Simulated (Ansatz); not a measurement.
Hf₂N films: biaxial stress and wafer bow

Plane-wave DFT in Ansatz, PBEsol, scalar-relativistic PAW potentials, cutoff 420 eV, no spin-orbit coupling; no spin polarisation. Hf₂N in space group P4_2/mnm, a structure that wasn't matched to a measured phase, strained equally along a and b of the conventional cell, with c and the atoms relaxed within the symmetry (a film with c along the normal). Stress is the in-plane mean, tension positive.

```csv
strain (%),stress (GPa),E − E(0) (meV/atom)
-3.0,-14.45,39.1
-2.0,-9.35,17.0
-1.0,?,4.1
+0.0,0.03,0.0
+1.0,4.21,4.1
+2.0,8.00,15.8
+3.0,11.39,34.4
```

Question: Fit the stress, get the biaxial modulus and predict the missing row.

Answer: A parabola through the given rows is σ = 0.04 + 4.317 ε -0.1749 ε² GPa (ε in %), so M = dσ/dε = 432 GPa at zero. It predicts -4.45 GPa at -1.0 %; the run gave -4.50 GPa. The miss is 0.05 GPa, so the fit holds. The negative square term means that the film is stiffer in compression than in tension. The energies check it: E/V = Mε² at small strain, and a cubic fit with V = 15.08 Å³/atom gives M = 434 GPa, in agreement.

Question: How much does a 50 nm film at -0.3 % strain bow a 300 mm Si(001) wafer 775 μm thick?

Answer: The fit, without its small constant, gives σ = -1.31 GPa. Stoney's formula, κ = 6σt_f/(M_s t_s²) with M_s = 180.5 GPa for Si(001) (literature), gives |κ| = 3.63×10⁻³ m⁻¹ and a bow κr²/2 = 40.8 μm at r = 150 mm, with the film side convex (compression pushes the centre up). This assumes a single-crystal or fully textured, unrelaxed film at 0 K.

The cell has no gap in any row, so the stresses hang on mesh and smearing.

Cost: about 13 core-minutes for the runs cited, on Intel Xeon 6975P-C (Granite Rapids) (shared hosts).

Compression costs more than tension: the stress reaches -14.45 GPa at -3.0 % but only 11.39 GPa at +3.0 %, and the smaller strain pairs show the same asymmetry. This is ordinary bond anharmonicity, since short-range repulsion rises steeply as atoms are pushed together, while attraction weakens as they are pulled apart. The stiffness itself probably comes mainly from directional Hf 5d–N 2p bonds, with the d electrons left over in this metal-rich nitride adding softer metal–metal bonding.

The modulus of 432 GPa is a biaxial one. It contains the Poisson coupling between the two in-plane directions, so it shouldn't be read as a Young's modulus or as a measure of hardness. At the strain used for the wafer the response is almost linear, and the predicted bow therefore depends chiefly on the modulus and the assumed strain, hardly on the anharmonic term. The smooth elastic response doesn't show that this phase would resist separating into nitrogen-containing hafnium metal and a nitrogen-richer nitride.
